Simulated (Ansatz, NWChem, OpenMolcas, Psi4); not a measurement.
# Errors in the atomisation enthalpy at 298 K

8 molecules of light elements (H to F); the atomisation enthalpy at 298 K in kJ/mol, computed less measured. Shapes, held fixed at every level: PBE0-D4/def2-TZVP. Flexible molecules stand in one conformer, not always the lowest. Thermal terms are harmonic and unscaled (PBE0-D4/def2-TZVP, PBE0/aug-cc-pVTZ); the spin-orbit lowering of the free atoms is taken from their spectra. Programs: Ansatz 0.2.0, NWChem 7.3.0, OpenMolcas 26.06, Psi4 1.11. A level may come from different programs for different species; with the same settings they agree closely. Measured values: Active Thermochemical Tables, NIST-JANAF tables.

Levels: A = M06-L/cc-pVTZ; B = wB97X/cc-pVTZ; C = B2PLYP/cc-pVTZ; D = CCSD/cc-pVTZ.

```csv
molecule,from tabulated heats,A,B,C,D
F2 (fluorine),159,-9,-8,-15,-47
BOF (fluoro(oxo)borane),1501,-16,-33,-21,-107
HCN (SMILES C#N),1278,-7,-17,-6,-88
N2O (nitrous oxide),1112,+38,+1,+13,-146
C2HO (ethynyloxy radical),1723,+53,+2,0,-116
CH3 (methyl radical),1224,-7,-6,-6,-33
HOCN (cyanic acid),1671,+1,-13,-11,-126
N2H4 (SMILES NN),1721,-51,-8,-21,-109
```

Problem. Which level does best on this set, which worst, and which err to one side?

Solution. 
```tsv
level	kind	mean error	mean absolute error	worst case
M06-L/cc-pVTZ	meta-GGA	+0.2	22.8	C2HO
wB97X/cc-pVTZ	range-separated hybrid	-10.2	11.0	BOF
B2PLYP/cc-pVTZ	double hybrid	-8.4	11.6	BOF
CCSD/cc-pVTZ	coupled cluster or CI	-96.5	96.5	N2O
```

On this set wB97X/cc-pVTZ has the smallest mean absolute error and CCSD/cc-pVTZ the largest. wB97X/cc-pVTZ is too low in 6 of 8; B2PLYP/cc-pVTZ is too low in 6 of 8; CCSD/cc-pVTZ is too low in 8 of 8. Heats of the atoms come from ATcT where it has them, that of boron, 570 kJ/mol, from recent work. The tabulated value of BOF is in doubt (older tables, estimates, or at odds with other calculations) and kept here. Over the 7 molecules whose values aren't doubted the mean absolute errors are A 23.7; B 7.9; C 10.3; D 95.0. The smallest two are near a tie. Correlated wave functions converge slowly with the basis. CCSD also lacks the triples, which bind further. Spin contamination: C2HO (⟨S²⟩ up to 0.81). Open shells run unrestricted. The set is small.

The near-zero mean error of M06-L comes from cancellation, not accuracy: it overbinds N2O by 38 kJ/mol and underbinds hydrazine by 51. The overbinding of N2O probably reflects semilocal exchange favouring delocalised π bonding, which the exact exchange in the two hybrids would temper.

The CCSD deficit is systematic because bond formation pairs electrons that are unpaired in the free atoms. The molecule therefore has more correlation energy to recover, and what is missed doesn't cancel on atomisation. The deficit is smallest for CH3 and largest for N2O, where multiple bonds and neighbouring lone pairs add to the demand. Bond multiplicity alone doesn't set the order, however: singly bonded hydrazine has a larger error than HCN with its triple bond. Relative to the binding itself F2 fares worst, losing 47 of 159 kJ/mol, as expected for a weak bond between lone-pair-rich atoms that owes much of its strength to correlation. These data can't divide the CCSD deficit between missing excitations and the finite basis.
